Whether to spend effort on the surface of a thin bismuth telluride film depends on where its mobile electrons sit. If the levels near the Fermi level belong to the outermost atoms, a coating, a contact metal or a trace of oxide acts on them directly. If they belong to the interior, the same treatment reaches them more weakly. An ordinary band plot shows the energy of a level but not its place in the film. For one particular face, a short rule supplies a fair guess at that place.

Levels of a relaxed nine-plane Bi₄Te₅ slab, the bismuth-ended (001) face of Bi₂Te₃, computed with Ansatz 0.2.0 using PBEsol with spin-orbit coupling, PAW datasets and a 420 eV plane-wave cutoff. The k mesh is 9×9×1, with Gaussian smearing of 0.05 eV. Outer orbital weights are Löwdin shares on the two outer planes of both faces together.

| point label | point a (reciprocal cell vectors) | point b (reciprocal cell vectors) | level b1 from the Fermi level (eV) | outer orbital weight b1 | level a1 from the Fermi level (eV) | outer orbital weight a1 |
| --- | --- | --- | --- | --- | --- | --- |
| M | 0.5000 | 0.0000 | -0.320 | 0.600 | 0.210 | 0.700 |
| between | 0.4167 | 0.0000 | -0.300 | 0.570 | 0.120 | 0.650 |
| between | 0.3333 | 0.0000 | -0.400 | 0.550 | 0.170 | 0.670 |
| between | 0.2500 | 0.0000 | -0.480 | 0.540 | 0.090 | 0.650 |
| between | 0.1667 | 0.0000 | -0.180 | 0.580 | 0.370 | 0.440 |
| between | 0.0833 | 0.0000 | -0.330 | 0.490 | 0.010 | 0.320 |
| G | 0.0000 | 0.0000 | -0.180 | 0.360 | 0.320 | 0.260 |
| between | 0.0556 | 0.0556 | -0.010 | 0.230 | 0.250 | 0.240 |
| between | 0.1111 | 0.1111 | 0.000 | 0.670 | 0.360 | 0.520 |
| between | 0.1667 | 0.1667 | -1.090 | 0.220 | 0.020 | 0.730 |
| between | 0.2222 | 0.2222 | -1.180 | 0.210 | 0.140 | 0.650 |
| between | 0.2778 | 0.2778 | -1.340 | 0.210 | 0.020 | 0.540 |
| K | 0.3333 | 0.3333 | -1.430 | 0.170 | 0.090 | 0.510 |
| between | 0.3611 | 0.2778 | -1.360 | 0.180 | 0.000 | 0.510 |
| between | 0.3889 | 0.2222 | -0.090 | 0.550 | 0.520 | 0.570 |
| between | 0.4167 | 0.1667 | -0.080 | 0.560 | 0.440 | 0.700 |
| between | 0.4444 | 0.1111 | -0.020 | 0.630 | 0.190 | 0.630 |
| between | 0.4722 | 0.0556 | -0.130 | 0.620 | 0.160 | 0.670 |

The slab is nine atomic planes thick and ends in bismuth on both sides, unlike the usual cleaved face of Bi₂Te₃, which ends in tellurium. All rows describe this one slab, at different points of its surface zone, so the changes down the table show how electron waves of different wavelength and direction behave. Level b1 is the nearest level below the Fermi level and level a1 the nearest above. The outer orbital weight is the share of a level found on the atomic orbitals of the two outermost planes of each face, four planes in all.

**Three yardsticks for the weight**

A level spread evenly over the slab would have a weight of 4/9, or 0.44. This value separates levels that favour the surface from levels that avoid it.

A surface level fades inward. If its density falls by a factor q from each plane to the next, the first two planes hold the share

(1 + q) / (1 + q + q² + …) = 1 − q².

A fall to about 0.63 per plane gives a weight of 0.6. Such a level is concentrated at the surface but still reaches several planes deep.

The simplest interior level behaves like the lowest note of a string, with its ends held just outside the slab. Its density on plane j is proportional to sin²(18° × j), and the nine values add up to 5. The four outer planes then hold

2 × (0.10 + 0.35) / 5 = 0.18.

If the same wave lives on the tellurium planes alone, the share becomes 0.23, so 0.2 is a sensible round value for either case. The next notes of the string put much more on the outer planes. The estimate therefore suits a level at the edge of an interior band, such as its highest filled one, and not every interior level.

**The rule**

The rule needs the energy of the level and its distance k from the zone centre G. The first row fixes the scale for k: M lies half a reciprocal cell vector from G, at 0.83 Å⁻¹, so a full vector measures 1.66 Å⁻¹. For a point with coordinates a and b (point a and point b in the table),

k = 1.66 Å⁻¹ × √(a² + b² + ab).

The rule has been tested only for the nearest level on each side of the Fermi level. Where k exceeds 0.2 Å⁻¹, take a weight of 0.6 if that level lies within 0.8 eV of the Fermi level, and 0.2 if it is filled and lies deeper. Closer to the centre the rule should not be used.

The value 0.6 is the rounded average of the b1 weights in the ten rows that satisfy the first condition. The value 0.2 comes from the standing wave, and the average over the five deeper b1 levels agrees with it. The agreement does not prove that these levels have the shape of that wave, since a level held mainly in the middle of the slab could leave a similar share on the outer planes. Both boundaries, in energy and in distance, were chosen with the table in view. The accuracy found below therefore describes this slab and is not a forecast for an unseen one.

**From M towards the centre: levels held at the surface**

The table starts at M, which serves as the first worked case. Its distance from the centre is well above 0.2 Å⁻¹, and b1 lies only 0.32 eV below the Fermi level, so the rule gives 0.6. The computed weight is 0.60, but this row helped to set the value, so the agreement is no independent success. Level a1, which did not enter that average, is also given 0.6 and has 0.70.

The next rows keep this character. Down to k = 0.28 Å⁻¹, b1 stays within half an electronvolt of the Fermi level, and its weight stays between 0.54 and 0.60. The energy moves up and down along the way while the weight changes by only a few hundredths. Within this group, being somewhat nearer to the Fermi level makes little difference. The large contrast in the table is between one family of levels and another.

The existence of a surface family here can be understood by counting electrons. Four bismuth atoms can each give up three electrons, and five tellurium atoms can each accept two. Two electrons per surface cell are left over, one for each face. Cutting the crystal at a bismuth plane has also left the outer bismuth atoms with broken bonds, whose 6p orbitals are a natural home for the surplus.

The calculated populations point the same way, though only weakly: an outer bismuth atom holds about 0.2 more 6p electrons than an inner one, well short of a whole electron. A surface band on one face has room for two electrons, so a surplus of one would fill only about half of it. Such a band crosses the Fermi level, which can make the slab a metal although its parent crystal is a semiconductor. At M, surface levels lie on both sides of the Fermi level at the same k. More than one surface band may be involved, since each outer bismuth atom has three 6p orbitals from which to build them. The matching levels of the two faces may also overlap through so thin a slab and split apart. Away from G and M, spin-orbit coupling can split even a single surface band. The table does not separate these causes.

A surface level stays at the surface when the interior has no travelling wave of the same energy and the same k. The electron then has nothing to join inside, and its wave can only decay. This is the standard theory of surface states, and it is the physical content of the factor q. The slab has a further feature that may help: the outer Bi–Te pair is separated from the interior by a weakly bonded Te–Te gap. The weights alone do not tell how much of the confinement is due to that gap. The interior between the two gaps is also only five planes thick, so it offers a few separate levels at each k where a thick crystal would have continuous bands.

**Around the centre: the rule breaks down**

In the three rows closest to the centre the surface character fades. At G itself, b1 has a weight of 0.36 and a1 only 0.26, both below the even spread. The clearest warning comes one row later, where b1 lies just 0.01 eV below the Fermi level and yet has a weight of 0.23. By energy alone it would pass for a surface level, but its weight is that of an interior wave.

The likely cause is the band structure of the parent crystal. Seen from this face, the filled and empty bands of bulk Bi₂Te₃ come closest together near the centre of the surface zone. Interior levels therefore approach the Fermi level there, and surface levels find partners of similar energy with which to mix. A level that mixes in this way becomes a surface resonance: it keeps some weight on the outer planes but extends through the film. The table shows the loss of surface weight, while the explanation rests on the known bulk bands.

The loss need not carry over to a thick film. Thick Bi₂Te₃ has a well-known surface state near the zone centre, which owes its existence to the topology of the bulk bands. In a slab only 1.6 nm thick, the states of this kind on the two faces are expected to overlap and lose their separate character.

The rule already weakens just outside this region. At k = 0.28 Å⁻¹ on the M side, a1 has a weight of 0.44, exactly what an even spread would give, where the rule says 0.6. This is its largest miss within its stated range. The boundary at 0.2 Å⁻¹ is thus the edge of a gradual change.

**From the centre towards K: the surface band empties**

At k = 0.32 Å⁻¹ the surface character is back, with a b1 weight of 0.67 right at the Fermi level. One row further on, b1 has dropped to −1.09 eV and its weight to 0.22. No single band has plunged by an electronvolt. The names b1 and a1 only rank the levels by their order from the Fermi level, and the order has changed.

The missing surface level is found on the other side. In that same row a1 lies 0.02 eV above the Fermi level and has a weight of 0.73, the highest in the table. The natural reading is that the surface band has risen through the Fermi level and emptied, which leaves an interior level as the highest filled one. So close to the Fermi level, the label filled or empty is fragile, because the calculation smears the occupations over 0.05 eV. The weight identifies the level better than its label does.

K is the second worked case, and it uses both halves of the rule. Both of its coordinates are 1/3, so

k = 1.66 Å⁻¹ × √(3 × 1/9) = 0.96 Å⁻¹,

far from the centre. Level b1 lies at −1.43 eV, deeper than 0.8 eV, so its weight should be about 0.2; the calculation gives 0.17. Level a1 lies 0.09 eV above the Fermi level, so its weight should be about 0.6; the calculation gives 0.51.

At K, then, the level within reach of a small voltage leans only slightly towards the surface, and it is empty. The filled states of the interior begin more than an electronvolt lower.

**From K back to M: the band fills again**

The first row after K still has its highest filled level deep in the interior. In the next one b1 jumps up to −0.09 eV and its weight rises to 0.55. The exchange seen on the way to K has run backwards: the surface band has dipped below the Fermi level again. From there to M both levels keep weights between 0.55 and 0.70, and the table ends where it began.

**How far to trust the guess**

Over the fifteen rows beyond 0.2 Å⁻¹, the typical (root-mean-square) error in the weight is 0.04 for b1 and 0.08 for a1. Assuming an even spread would give 0.19 for either. The b1 result is the more telling one, because only b1 includes both surface and interior levels. For a1 the rule merely carries over the single value 0.6. In the three rows near the centre its typical error grows to about 0.3, which makes it useless there.

The energy boundary is less sharply known than the number 0.8 eV suggests. Beyond 0.2 Å⁻¹ no b1 level falls between −0.48 and −1.09 eV, so any boundary in that interval would sort these rows equally well. A level found inside the interval should be treated as undecided. The energies also belong to one functional, PBEsol, and another could shift the surface and interior levels against each other.

The weights themselves lean to the low side for levels that spill into the vacuum, since the atomic orbitals do not capture that part. A value of 0.6 therefore suits comparisons between levels better than a literal count of charge. The atoms also still feel forces of up to about 0.5 eV/Å at this level of theory. Further relaxation could shift the levels, and those lying almost at the Fermi level could then change sides. The run also warns that the exchange-correlation potential is rough where the electron density is thin, which may affect levels that reach into the vacuum. Finally, a real bismuth-ended surface may rearrange its atoms into a larger pattern, which this small cell does not allow.

The yardsticks also show what to expect from a thicker slab with the same face. A surface level keeps its share, because 1 − q² does not depend on how much material lies beneath. An interior level loses share, because the same four planes become a smaller part of the whole. The contrast between 0.6 and 0.2 should therefore grow with thickness, provided that the added interior levels do not reach the energy of the surface level and mix with it.
